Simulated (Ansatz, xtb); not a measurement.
**Two isomers of C3H8OSi**

Structure X: `C[C@@H]1O[C@H]1[SiH3]`, a singlet. Structure Y: `C[C@@]1([SiH3])CO1`, a singlet. Both are isolated molecules in the gas phase, relaxed with PBE0-D3(BJ)/def2-SVP.

X (Å):

```yaml
atoms:
  - { symbol: C, position_ang: [-2.4755, 0.8082, -0.4080] }
  - { symbol: C, position_ang: [-1.1850, 0.7865, 0.3541] }
  - { symbol: C, position_ang: [0.0682, 1.3071, -0.2201] }
  - { symbol: O, position_ang: [-0.6715, 2.0287, 0.7686] }
  - { symbol: Si, position_ang: [1.7558, 0.6884, 0.3463] }
  - { symbol: H, position_ang: [-2.6295, -0.1420, -0.9422] }
  - { symbol: H, position_ang: [-2.4788, 1.6299, -1.1386] }
  - { symbol: H, position_ang: [-3.3251, 0.9536, 0.2769] }
  - { symbol: H, position_ang: [-1.1017, -0.0075, 1.1125] }
  - { symbol: H, position_ang: [-0.0104, 1.7359, -1.2318] }
  - { symbol: H, position_ang: [2.6995, 1.8354, 0.4985] }
  - { symbol: H, position_ang: [2.3179, -0.2685, -0.6566] }
  - { symbol: H, position_ang: [1.5940, -0.0011, 1.6605] }
```

Y (Å):

```xyz
13

C    -1.4579    1.0606    1.1613
C    -0.5457    1.0476   -0.0374
C    -1.1272    1.0449   -1.3904
O    -0.5979    2.2279   -0.8502
Si    1.2254    0.4108    0.1793
H    -1.6335    0.0388    1.5328
H    -2.4278    1.5127    0.9033
H    -1.0183    1.6484    1.9823
H     1.9068    0.4188   -1.1481
H     1.9596    1.2996    1.1295
H     1.2224   -0.9793    0.7332
H    -2.2210    1.0139   -1.4887
H    -0.5756    0.6103   -2.2353
```

Quicker runs give these differences E(Y) − E(X): GFN2-xTB +0.94 kJ/mol; HF/STO-3G +7.90 kJ/mol (at GFN2-xTB geometries); r2SCAN-D4/def2-SVP +3.73 kJ/mol (at GFN2-xTB geometries).

Estimate E(Y) − E(X) at the level CCSD(T)/def2-SVP + ΔMP2/def2-TZVPP.

Too close to call at this level: CCSD(T)/def2-SVP + ΔMP2/def2-TZVPP gives E(Y) − E(X) = +3.13 kJ/mol.

How the difference moves with the method:

```csv
level,geometry,E(Y) − E(X) (kJ/mol),departure from the last row (kJ/mol),"job, with rough time for the two"
GFN2-xTB,GFN2-xTB,+0.94,−2.19,"optimisation, 0.15 s"
HF/STO-3G,GFN2-xTB,+7.90,+4.77,"single point, 0.44 s"
r2SCAN-D4/def2-SVP,GFN2-xTB,+3.73,+0.60,"single point, 3.2 s"
PBE0-D3(BJ)/def2-SVP,PBE0-D3(BJ)/def2-SVP,+3.88,+0.75,"optimisation, 40 s"
HF/def2-SVP,PBE0-D3(BJ)/def2-SVP,+7.21,+4.08,part of the CCSD(T) run
MP2/def2-SVP,PBE0-D3(BJ)/def2-SVP,+2.44,−0.69,part of the CCSD(T) run
CCSD(T)/def2-SVP,PBE0-D3(BJ)/def2-SVP,+3.00,−0.13,single point
CCSD(T)/def2-SVP + ΔMP2/def2-TZVPP,PBE0-D3(BJ)/def2-SVP,+3.13,,"single point, 34 s"
```

As drawn, both hold the same kinds of bond in the same numbers.

The largest departure from CCSD(T)/def2-SVP + ΔMP2/def2-TZVPP is that of HF/STO-3G, 4.77 kJ/mol. The last row adds to CCSD(T) the change of the MP2 difference between the two basis sets, here +0.13 kJ/mol.

With thermal terms from frequencies at re-optimised GFN2-xTB minima (ideal gas, soft modes damped towards free rotors, one conformer each, 298.15 K, 1 atm): on the last row, ΔE + ΔZPE = +2.90, ΔH = +2.85, ΔG = +3.50 kJ/mol.

The correlated steps freeze 9 core orbitals. Run with Ansatz 0.2.0, xtb 6.7.1; the last row on 2 threads of Intel(R) Xeon(R) Platinum 8375C CPU @ 2.90GHz (Ice Lake) on a shared host.

Every level leans towards X, the trans-2,3-disubstituted epoxide, but only slightly, as expected for isomers that share the same strained ring and differ mainly in where the methyl group sits. Electron correlation has the clearest effect: the difference falls from +7.21 kJ/mol with HF/def2-SVP to +3.00 with CCSD(T) in the same basis. Correlation thus favours Y, probably because placing methyl and silyl on one carbon creates more close contacts between bond pairs, whose medium-range attraction Hartree-Fock misses. The same effect helps to stabilise branched alkanes over linear ones.

The remaining lean towards X suggests an electronic preference opposing this gain. Silicon is electropositive and leaves its carbon relatively electron-rich, whereas an alkyl group is better placed on the more electron-poor carbon bound to oxygen but not to silicon. Crowding at the quaternary carbon of Y may also contribute. Thermal terms do not alter the picture, and at equilibrium both isomers would be present in appreciable amounts. The ordering cannot be carried over to the cis form of X, where methyl and silyl share a ring face.
